**Magnetic dipole lines of Be-like Br³¹⁺: triplet fractions, sum rules and the two weak lines**

The table holds reduced M1 elements, wavelengths and rates of twelve lines of Br³¹⁺ from a no-pair Dirac B-spline CI+MBPT calculation with Breit and QED corrections. The program tests $m = M(J,J')\sqrt{t_u t_l}$, where $t$ is the ³P fraction of a level taken from pure LS coupling, pure $jj$ coupling, the term purities of the run, or small matrices built from level energies alone; the rms errors over the eleven $n=2$ lines are 0.62, 0.23, 0.003 and 0.006 Bohr magnetons. The mixing-independent sum rules hold to about 0.3 %, and the weak 2p² ³P₁ – 2s² ¹S₀ line closes the $J=0$ sum. Hydrogenic Dirac functions give 0.019 to 0.023 for the $n$-changing line, against 0.02102. The output also apportions the spread of the rates between element and wavelength and shows that the step from CI to CI+MBPT gaps lowers the rates of the two 128 nm lines by 15 and 22 % at fixed element.

Magnetic dipole lines of Br³¹⁺ (Z = 35), two electrons outside a closed 1s² core, from B-spline many-body code 1. No-pair Dirac CI+MBPT in the frozen-core Dirac–Hartree–Fock potential, with screened core–valence correlation, Breit and QED; line elements include static RPA. The nucleus is finite, with rms radius 4.1629 fm.

## Analysis program

```python
# Table: M1 lines of Be-like Br31+ (B-spline CI+MBPT, Breit, QED, no-pair Dirac): element, wavelength, rate.
# Tested: element = M(J,J')*sqrt(t_u*t_l), t = 3P fraction (LS, jj, run purity, energy matrices);
# sum rules; hydrogenic Dirac size of the n-changing line; how element and wavelength share the rate.
T = {
    'line_upper': ['2p2 3P1', '2s2p 3P1', '2s2p 1P1', '2s2p 3P2', '2s2p 1P1', '2s2p 1P1', '2s3p 3P1', '2p2 3P1', '2p2 1D2', '2p2 3P2', '2p2 1S0', '2p2 3P2'],
    'line_lower': ['2s2 1S0', '2s2p 3P0', '2s2p 3P0', '2s2p 3P1', '2s2p 3P1', '2s2p 3P2', '2s2p 3P2', '2p2 3P0', '2p2 3P1', '2p2 3P1', '2p2 3P1', '2p2 1D2'],
    'line_reduced_element_bohr_magnetons': [0.06534, 1.342, 0.4396, 1.5, 0.3619, 0.4918, 0.02102, 1.285, 1.11, 1.123, 0.5815, 1.367],  # Bohr magnetons
    'line_wavelength': [5.794, 128.7, 12.44, 26.89, 13.77, 28.22, 0.6134, 29.7, 128.2, 19.77, 12.82, 23.38],  # nm
    'line_rate': [197400, 7600, 903200, 624600, 451000, 96740, 17220000.0, 566700, 3156, 880200, 4332000, 789100],  # s⁻¹
}
import numpy as np
from scipy import constants as C
from scipy.special import hyp1f1, spherical_jn
from scipy.integrate import simpson
U, L = T['line_upper'], T['line_lower']
m, lam, A = (np.array(T[k], float) for k in ('line_reduced_element_bohr_magnetons', 'line_wavelength', 'line_rate'))
# typed from further outputs of the same run: E(CI) eV, E(CI+MBPT) eV, 3P fraction from term purity; last: jj limit (theory)
lev = {'2s2 1S0': (0, 0, .002, 0), '2s2p 3P0': (60.5622, 60.6029, 1, 1), '2s2p 3P1': (70.7194, 70.2388, .904, 2/3),
       '2s2p 3P2': (118.059, 116.354, 1, 1), '2s2p 1P1': (161.862, 160.285, .098, 1/3), '2p2 3P0': (172.577, 172.25, .829, 2/3),
       '2p2 3P1': (215.581, 213.995, 1, 1), '2p2 1D2': (226.085, 223.669, .495, 1/3), '2p2 3P2': (280.018, 276.706, .507, 2/3),
       '2p2 1S0': (312.82, 310.735, .171, 1/3), '2s3p 3P1': (2139.77, 2137.65, .67, 2/3)}
E = {k: v[1] for k, v in lev.items()}
z = 2/3*(E['2s2p 3P2'] - E['2s2p 3P0']); tE = {k: 1.0 for k in lev}
def mix(names, H):
    w, v = np.linalg.eigh(np.array(H)); tE.update(zip(names, v[0]**2))
    print(' ' + '; '.join(f'{n}: E-model err {a-E[n]:+.2f} eV, t {t:.4f} (run {lev[n][2]})' for n, a, t in zip(names, w, v[0]**2)))
d = E['2s2p 3P0'] + z/2; s = E['2s2p 3P1'] + E['2s2p 1P1'] - d; G = (s - d - z/2)/2; V = 3**.5*G; W = 2**.5*z
print(f'zeta {z:.2f} eV, 1.5zeta {1.5*z:.2f} eV, 2s2p singlet-triplet gap 2G {2*G:.2f} eV, V(2s2-2p2 1S) {V:.2f} eV')
mix(['2s2p 3P1', '2s2p 1P1'], [[d, W/2], [W/2, s]])
d = E['2p2 3P1'] + z; s = E['2p2 1D2'] + E['2p2 3P2'] - d
mix(['2p2 1D2', '2p2 3P2'], [[d, W/2], [W/2, s]]); print(f' J=2 diagonals 3P {d:.2f}, 1D {s:.2f}, coupling {W/2:.2f} eV')
P = E['2p2 3P1'] - z/2; e0 = 0
for _ in range(60):
    S = E['2p2 3P0'] + E['2p2 1S0'] - P - e0; e0 = V*V*P/(P*S - W*W)
mix(['2s2 1S0', '2p2 3P0', '2p2 1S0'], [[P, W, 0], [W, S, V], [0, V, e0]])
M = {(0, 1): 2**.5, (1, 2): 2.5**.5, (1, 1): 6**.5/2, (2, 2): 30**.5/2}
ts = [{k: float('3P' in k) for k in lev}, {k: v[3] for k, v in lev.items()}, {k: v[2] for k, v in lev.items()}, tE]
print('element [muB]: table | LS jj purity energy | err% purity, energy (floor: table <0.05%; purity +-0.0005)')
n2 = [i for i in range(len(m)) if '3p' not in U[i]]; pred = np.zeros((len(m), 4))
for i in n2:
    pred[i] = [M[tuple(sorted((int(U[i][-1]), int(L[i][-1]))))]*np.sqrt(t[U[i]]*t[L[i]]) for t in ts]
    p = pred[i]
    print(f'{U[i]}-{L[i]}: {m[i]:.4f} | {p[0]:.3f} {p[1]:.3f} {p[2]:.4f} {p[3]:.4f} | {100*(p[2]/m[i]-1):+.2f} {100*(p[3]/m[i]-1):+.2f}')
print('rms abs error, 11 n=2 rows [muB] LS jj purity energy:', np.round(np.sqrt(((pred[n2].T - m[n2])**2).mean(1)), 4))
q = {(u, l): x*x for u, l, x in zip(U, L, m)}
sums = [('2s2p 3P0', ['2s2p 3P1', '2s2p 1P1'], 2), ('2s2p 3P2', ['2s2p 3P1', '2s2p 1P1'], 2.5), ('2p2 3P1', ['2p2 1D2', '2p2 3P2'], 2.5),
        ('2p2 3P1', ['2p2 3P0', '2p2 1S0'], 2), ('2p2 3P1', ['2p2 3P0', '2p2 1S0', '2s2 1S0'], 2)]
for a, bs, x in sums:
    y = np.array([q.get((a, b), q.get((b, a))) for b in bs])
    print(f'sum {a} to {"+".join(bs)}: {y.sum():.4f}/{x} = {y.sum()/x:.4f}, amplitude {np.sqrt(y.sum()/x):.4f}, shares', np.round(y/y.sum(), 4))
    assert abs(y.sum()/x - 1) < 0.01
print(f'anomalous-moment factor g_s-1 = {abs(C.value("electron g factor"))-1:.4f}')
r = np.linspace(1e-6, 3, 60001); al = C.alpha
def dirac(n, k, Z):
    nr = n - abs(k); g = np.sqrt(k*k - (Z*al)**2); N = np.sqrt(n*n - 2*nr*(abs(k) - g)); e = (nr + g)/N; x = 2*Z*r/N
    a, b, f = (N - k)*hyp1f1(-nr, 2*g + 1, x), nr*hyp1f1(1 - nr, 2*g + 1, x), x**g*np.exp(-x/2)
    p, w = np.sqrt(1 + e)*f*(a - b), np.sqrt(1 - e)*f*(a + b); c = np.sqrt(simpson(p*p + w*w, x=r))
    return p/c, w/c
i7 = U.index('2s3p 3P1'); kk = 2*np.pi*C.value('Bohr radius')/(lam[i7]*1e-9)
for Z in (32, 33):
    a, b, c = dirac(2, 1, Z), dirac(3, 1, Z), dirac(2, -2, Z)
    R = lambda u, op: abs(simpson(op*(u[0]*c[1] + u[1]*c[0]), x=r))/al
    print(f'Dirac Zeff {Z}: (Za)^2 {(Z*al)**2:.4f}; 2p1/2-2p3/2 factor {R(a, r):.4f}; 2s3p row sqrt(5/3)R: long-wave '
          f'{(5/3)**.5*R(b, r):.4f}, retarded {(5/3)**.5*R(b, 3*spherical_jn(1, kk*r)/kk):.4f}, table {m[i7]} muB')
J = np.array([int(u[-1]) for u in U]); om = 2*np.pi*C.c/(lam*1e-9)
Af = C.mu_0*om**3*(C.value('Bohr magneton')*m)**2/(3*np.pi*C.hbar*C.c**3*(2*J + 1))
print(f'rate formula (built in): worst error {100*np.abs(Af/A-1).max():.2f}% (rounding floor about 0.2%)')
print('line: hc/lam [eV], gap CI, gap CI+MBPT [eV], gap change %, rate change % at fixed element, gap/1.5zeta, log10 rate')
for i in np.argsort(A):
    g0, g1 = lev[U[i]][0] - lev[L[i]][0], E[U[i]] - E[L[i]]
    print(f'{U[i]}-{L[i]}: {C.h*C.c/C.e/lam[i]*1e9:.2f} {g0:.3f} {g1:.3f} {100*(g1/g0-1):+.2f} {100*((g1/g0)**3-1):+.1f} {g1/1.5/z:.2f} {np.log10(A[i]):.2f}')
big = m > 0.1; sp = lambda x: np.ptp(np.log10(x))
print(f'decades spanned, all rows: element^2 {sp(m*m):.2f}, lam^-3 {sp(lam**3):.2f}, rate {sp(A):.2f}; ten large rows: {sp(m[big]**2):.2f}, {sp(lam[big]**3):.2f}, {sp(A[big]):.2f}')
assert np.argmin(m) == np.argmax(A) == i7 and np.abs(Af/A - 1).max() < 0.01
assert np.abs(pred[big, 2]/m[big] - 1).max() < 0.02
```

Output:

```
zeta 37.17 eV, 1.5zeta 55.75 eV, 2s2p singlet-triplet gap 2G 53.57 eV, V(2s2-2p2 1S) 46.39 eV
 2s2p 3P1: E-model err +0.39 eV, t 0.9041 (run 0.904); 2s2p 1P1: E-model err -0.39 eV, t 0.0959 (run 0.098)
 2p2 1D2: E-model err +0.22 eV, t 0.4815 (run 0.495); 2p2 3P2: E-model err -0.22 eV, t 0.5185 (run 0.507)
 J=2 diagonals 3P 251.16, 1D 249.21, coupling 26.28 eV
 2s2 1S0: E-model err -0.00 eV, t 0.0021 (run 0.002); 2p2 3P0: E-model err +0.17 eV, t 0.8287 (run 0.829); 2p2 1S0: E-model err -0.17 eV, t 0.1691 (run 0.171)
element [muB]: table | LS jj purity energy | err% purity, energy (floor: table <0.05%; purity +-0.0005)
2p2 3P1-2s2 1S0: 0.0653 | 0.000 0.000 0.0632 0.0654 | -3.21 +0.16
2s2p 3P1-2s2p 3P0: 1.3420 | 1.414 1.155 1.3446 1.3447 | +0.20 +0.20
2s2p 1P1-2s2p 3P0: 0.4396 | 0.000 0.816 0.4427 0.4379 | +0.71 -0.39
2s2p 3P2-2s2p 3P1: 1.5000 | 1.581 1.291 1.5033 1.5034 | +0.22 +0.23
2s2p 1P1-2s2p 3P1: 0.3619 | 0.000 0.577 0.3645 0.3606 | +0.73 -0.36
2s2p 1P1-2s2p 3P2: 0.4918 | 0.000 0.913 0.4950 0.4896 | +0.65 -0.45
2p2 3P1-2p2 3P0: 1.2850 | 1.414 1.155 1.2876 1.2874 | +0.20 +0.19
2p2 1D2-2p2 3P1: 1.1100 | 0.000 0.913 1.1124 1.0971 | +0.22 -1.16
2p2 3P2-2p2 3P1: 1.1230 | 1.581 1.291 1.1258 1.1386 | +0.25 +1.39
2p2 1S0-2p2 3P1: 0.5815 | 0.000 0.816 0.5848 0.5816 | +0.57 +0.02
2p2 3P2-2p2 1D2: 1.3670 | 0.000 1.291 1.3719 1.3684 | +0.36 +0.10
rms abs error, 11 n=2 rows [muB] LS jj purity energy: [0.6214 0.2324 0.0031 0.0064]
sum 2s2p 3P0 to 2s2p 3P1+2s2p 1P1: 1.9942/2 = 0.9971, amplitude 0.9986, shares [0.9031 0.0969]
sum 2s2p 3P2 to 2s2p 3P1+2s2p 1P1: 2.4919/2.5 = 0.9967, amplitude 0.9984, shares [0.9029 0.0971]
sum 2p2 3P1 to 2p2 1D2+2p2 3P2: 2.4932/2.5 = 0.9973, amplitude 0.9986, shares [0.4942 0.5058]
sum 2p2 3P1 to 2p2 3P0+2p2 1S0: 1.9894/2 = 0.9947, amplitude 0.9973, shares [0.83 0.17]
sum 2p2 3P1 to 2p2 3P0+2p2 1S0+2s2 1S0: 1.9936/2 = 0.9968, amplitude 0.9984, shares [0.8282 0.1696 0.0021]
anomalous-moment factor g_s-1 = 1.0023
Dirac Zeff 32: (Za)^2 0.0545; 2p1/2-2p3/2 factor 0.9963; 2s3p row sqrt(5/3)R: long-wave 0.0212, retarded 0.0192, table 0.02102 muB
Dirac Zeff 33: (Za)^2 0.0580; 2p1/2-2p3/2 factor 0.9960; 2s3p row sqrt(5/3)R: long-wave 0.0225, retarded 0.0207, table 0.02102 muB
rate formula (built in): worst error 0.07% (rounding floor about 0.2%)
line: hc/lam [eV], gap CI, gap CI+MBPT [eV], gap change %, rate change % at fixed element, gap/1.5zeta, log10 rate
2p2 1D2-2p2 3P1: 9.67 10.504 9.674 -7.90 -21.9 0.17 3.50
2s2p 3P1-2s2p 3P0: 9.63 10.157 9.636 -5.13 -14.6 0.17 3.88
2s2p 1P1-2s2p 3P2: 43.93 43.803 43.931 +0.29 +0.9 0.79 4.99
2p2 3P1-2s2 1S0: 213.99 215.581 213.995 -0.74 -2.2 3.84 5.30
2s2p 1P1-2s2p 3P1: 90.04 91.143 90.046 -1.20 -3.6 1.62 5.65
2p2 3P1-2p2 3P0: 41.75 43.004 41.745 -2.93 -8.5 0.75 5.75
2s2p 3P2-2s2p 3P1: 46.11 47.340 46.115 -2.59 -7.6 0.83 5.80
2p2 3P2-2p2 1D2: 53.03 53.933 53.037 -1.66 -4.9 0.95 5.90
2p2 3P2-2p2 3P1: 62.71 64.437 62.711 -2.68 -7.8 1.12 5.94
2s2p 1P1-2s2p 3P0: 99.67 101.300 99.682 -1.60 -4.7 1.79 5.96
2p2 1S0-2p2 3P1: 96.71 97.239 96.740 -0.51 -1.5 1.74 6.64
2s3p 3P1-2s2p 3P2: 2021.26 2021.711 2021.296 -0.02 -0.1 36.26 7.24
decades spanned, all rows: element^2 3.71, lam^-3 6.97, rate 3.74; ten large rows: 1.24, 3.04, 3.14
```
